## Question

Indium antimonide, InSb, is held in a cubic crystal whose cell is enlarged or reduced evenly in all directions. At each volume an LDA calculation gives the pressure, which is positive when the crystal pushes outward and negative when it pulls inward. It also gives the energy per atom relative to free atoms that are kept spherical and without spin polarisation, so this is not a true cohesive energy. The results at 33.644 Å³ per atom are hidden.

Ansatz 0.2.0, all-electron LAPW with the LDA, scalar-relativistic and without spin polarisation, for InSb (F-43m) at fixed atoms. All runs use a 10×10×10 k mesh, Fermi–Dirac smearing of 0.03 eV, Gaussian nuclei and a basis error target of 0.25 meV/atom. Pressure is positive in compression; the energy is the free energy less that of spherical, unpolarised free atoms.

| volume (Å³/atom) | shortest distance (Å) | pressure (GPa) | energy less free atoms (eV/atom) |
| --- | --- | --- | --- |
| 31.945 | 2.748 | 2.568 | -4.086 |
| 31.962 | 2.748 | 2.537 | -4.086 |
| 32.624 | 2.767 | 1.393 | -4.094 |
| 33.304 | 2.786 | 0.348 | -4.098 |
| 33.644 | 2.796 | ? | ? |
| 33.984 | 2.805 | -0.580 | -4.097 |
| 34.324 | 2.814 | -1.004 | -4.096 |
| 34.664 | 2.824 | -1.404 | -4.093 |
| 35.343 | 2.842 | -2.135 | -4.085 |
| 36.023 | 2.860 | -2.784 | -4.075 |

Does the crystal push or pull at the hidden volume, and how strongly? Where does its energy lie among the others? Give an error bar for each answer.

## Model answer

**What sets the pressure.** Two tendencies compete. Between 32.624 and 34.664 Å³ per atom the electrons gain room, and their kinetic energy falls by 1.71 eV per atom. Over the same expansion the electrostatic and exchange-correlation energies together rise by 1.25 + 0.46 = 1.71 eV per atom, because the electrons and nuclei bind each other less tightly. The crystal rests at the volume where these changes cancel for a very small expansion.

**Why the curve bends.** The repulsion between neighbouring atoms comes from overlapping electron clouds, and standard bonding theory says that it fades faster with distance than the attraction does. A compressed crystal should therefore be stiffer than an expanded one. The table agrees: the bulk modulus, the pressure gained per fractional loss of volume, is about 51 GPa between 32.624 and 33.304 Å³ per atom but only 34 GPa between the two largest volumes.

**The sign.** Because the crystal softens as it expands, the pressure curve falls steeply at first and then more gently. A straight chord between two points on such a curve lies above it. The hidden volume is midway between 33.304 and 33.984 Å³ per atom, where the chord gives (0.348 − 0.580)/2 = −0.116 GPa. The true value must be lower still, so the crystal pulls inward.

**The size.** A second chord, from 32.624 to 34.664 Å³ per atom, has the same midpoint and gives about −0.006 GPa. It is three times as wide, and the error of a chord grows nearly as the square of its width, so it lies about nine times as far above the curve. The gap between the chords, about 0.11 GPa, is then eight times the error of the narrow one, which is 0.014 GPa. Subtracting this from −0.116 GPa gives −0.130 GPa.

A Birch–Murnaghan curve, the usual equation of state for a solid under moderate strain, gives the same value when its three coefficients are fitted to the nine known pressures. The forecast is **−0.130 ± 0.003 GPa**. The range is several times the curve's typical error when it predicts a known row left out of the fit, which leaves room for numerical scatter between separate runs.

**The energy.** Energy changes by minus the pressure times the change in volume. From 33.304 Å³ per atom to the hidden volume, the pressure passes from a small push to a smaller pull, so the energy drops by only about 0.2 meV per atom. The forecast is **−4.098 ± 0.001 eV per atom**, the lowest of the series or tied with the row at 33.304.

The withheld rows as computed:

| volume (Å³/atom) | shortest distance (Å) | pressure (GPa) | energy less free atoms (eV/atom) |
| --- | --- | --- | --- |
| 33.644 | 2.796 | -0.130 | -4.098 |

## Remarks on the reasoning

Both forecasts hold. The fitted pressure agrees with the computed one to the last printed digit, far inside the stated range, which was therefore cautious. The energy also agrees to the last printed digit and ties with the row at 33.304 Å³ per atom. The table cannot show which of the two is lower, since their expected difference is smaller than its last printed digit. The total energies of the runs can: for a cell of two atoms they are −336125.319 eV at 33.304 Å³ per atom and −336125.320 eV at the hidden volume. The hidden row is thus the lower one, as the pressures imply. The basis error should hardly disturb this order, because it is estimated at about 0.10 meV per atom at both 32.624 and 34.664 Å³ per atom and so largely cancels between neighbouring volumes.

A tempting wrong answer comes from assuming that each added bit of volume lowers the pressure equally. A straight line fitted to the nine known pressures gives +0.087 GPa at the hidden volume, a push instead of a pull. It would thus place the equilibrium on the wrong side of this cell. Near zero pressure even a modest bend can decide the sign, so an engineer locating a rest volume from a few widely spaced points should allow for curvature.

Interpolation also assumes that the electrons stay in the same kind of state. Energy levels are available at 32.624 and 34.664 Å³ per atom, on either side of the hidden volume, and at both a single level at the centre of the Brillouin zone lies below a threefold one. Once the lower levels are full, four electrons remain for the threefold level, which could hold six. Filled and empty states therefore meet there, and the calculated crystal is a semimetal without a gap. The runs find no gap at any of the ten volumes, so nothing points to a change of state that would spoil the interpolation. Real InSb is a semiconductor with a small gap, and losing it is a well-known failure of LDA.

The error bars therefore describe how well one result of this calculation can be inferred from the others, not how close it is to a measurement. The fitted equilibrium volume, 33.55 Å³ per atom, likewise belongs to a crystal without thermal or zero-point motion and without spin-orbit coupling. The printed analysis below gives the fits and their errors.

The analysis program printed:

```
fit of pressure on 9 rows: coefficient of t0 -0.5799 +/- 0.00012, coefficient of t1 66.96 +/- 0.0033, coefficient of t2 43.27 +/- 0.13; rms 0.000195, worst 35.343 0.000407, leave-one-out rms 0.000401
  rows outside the fit (model, value, miss): 33.644 -0.1298, -0.13, 0.000216
fit of pressure on 9 rows: constant 45.22 +/- 1.8, coefficient of vol -1.341 +/- 0.052; rms 0.188, worst 36.023 -0.32, leave-one-out rms 0.266
  rows outside the fit (model, value, miss): 33.644 0.08734, -0.13, 0.217
fit of energy_less_free_atoms on 9 rows: constant -4.097 +/- 0.00014, coefficient of work 1.008 +/- 0.013; rms 0.000251, worst 35.343 -0.000435, leave-one-out rms 0.000317
  rows outside the fit (model, value, miss): 33.644 -4.098, -4.098, -6.12e-05
Midpoint of the narrow chord 33.304 to 33.984, GPa: -0.116
Midpoint of the wide chord 32.624 to 34.664, GPa: -0.0055
Hand estimate from both chords at 33.644, GPa: -0.1298
Rehearsal of the chord rule at 34.324, estimate less computed, GPa: -0.0003125
Forecast pressure at 33.644, GPa: -0.1298
Half-width of the pressure forecast, GPa: 0.003
Forecast energy at 33.644, eV per atom: -4.098
Half-width of the energy forecast, eV per atom: 0.001
Forecast energy drop from 33.304 to 33.644, meV per atom: 0.2264
Equilibrium volume of the model, A^3 per atom: 33.55
Equilibrium cubic edge of the model, A: 6.45
Bulk modulus at equilibrium, GPa: 46.51
Bulk modulus between 32.624 and 33.304, GPa: 50.66
Bulk modulus between 35.343 and 36.023, GPa: 34.06
Kinetic energy change from 32.624 to 34.664, eV per atom: -1.709
Electrostatic energy change from 32.624 to 34.664, eV per atom: 1.247
Exchange-correlation energy change from 32.624 to 34.664, eV per atom: 0.4629
Singlet less threefold level at Gamma in row 32.624, eV: -0.1863
Singlet less threefold level at Gamma in row 34.664, eV: -0.5325
```
